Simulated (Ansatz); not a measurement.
## Li interstitial in LaAl

All numbers are calculated (PBEsol, no spin polarisation, no spin-orbit coupling; Ansatz, PAW set soft_2, 420 eV, k-mesh 3×3×3), not measured.

The relaxed host crystal (no gap at this level of theory):

```
Al La
1.0
     4.69134   -3.84045    0.00000
     4.69134    3.84045    0.00000
     0.00000    0.00000    5.64943
Al La
4 4
Direct
  0.30651 0.69349 0.75000
  0.69349 0.30651 0.25000
  0.00000 0.00000 0.50000
  0.00000 0.00000 0.00000
  0.48743 0.15505 0.75000
  0.51257 0.84495 0.25000
  0.84495 0.51257 0.75000
  0.15505 0.48743 0.25000
```

Supercell of 32 atoms, rows of the matrix [[1,-1,1],[-1,1,1],[-1,-1,-1]] times the cell vectors; Li interstitial at (0.143, 0.286, 0.625) in fractions of the cell above. Atoms are relaxed at the host's cell, from a start shaken by 0.05 Å near the defect.

Q: How does the lattice relax around the defect?

A: Nearest atoms to the added Li: relaxed Al 2.44 Å, Al 2.54 Å, La 2.56 Å, La 2.68 Å.

| charge | gap of the cell on the mesh (eV) |
| --- | --- |
| 0 | 0.00 |

Formation energy of the neutral defect: 1.40 eV, taking atoms from and to the elements' standard states (no corrections for gases), so it belongs to those chemical potentials alone.

Caveats: small supercell, so energies and levels can be off by tenths of an eV; one random start near the defect, so other minima are possible.

Inserting Li from the elemental metal into LaAl costs 1.40 eV, so this interstitial is unfavourable against phase separation into Li metal and the host. The main reason is probably steric. The closest Li–Al contacts, 2.44 and 2.54 Å, are short for metallic neighbours, and the La contacts at 2.56 and 2.68 Å are shorter still relative to the atoms' sizes. Although Al sits nearest, the tightest squeeze is therefore against La. Li can tolerate such contacts because its 1s core is small and its diffuse 2s electron is easily given up to the host's conduction states, probably with most weight near the more electronegative Al. What remains is the elastic cost of pushing the surrounding lattice apart.

With no gap in either the host or the defect cell, the added electron joins a metallic continuum that screens the Li, so there is no basis for donor levels or charge transitions. Whether Li would rather replace Al or La, which would avoid much of this crowding, remains open.
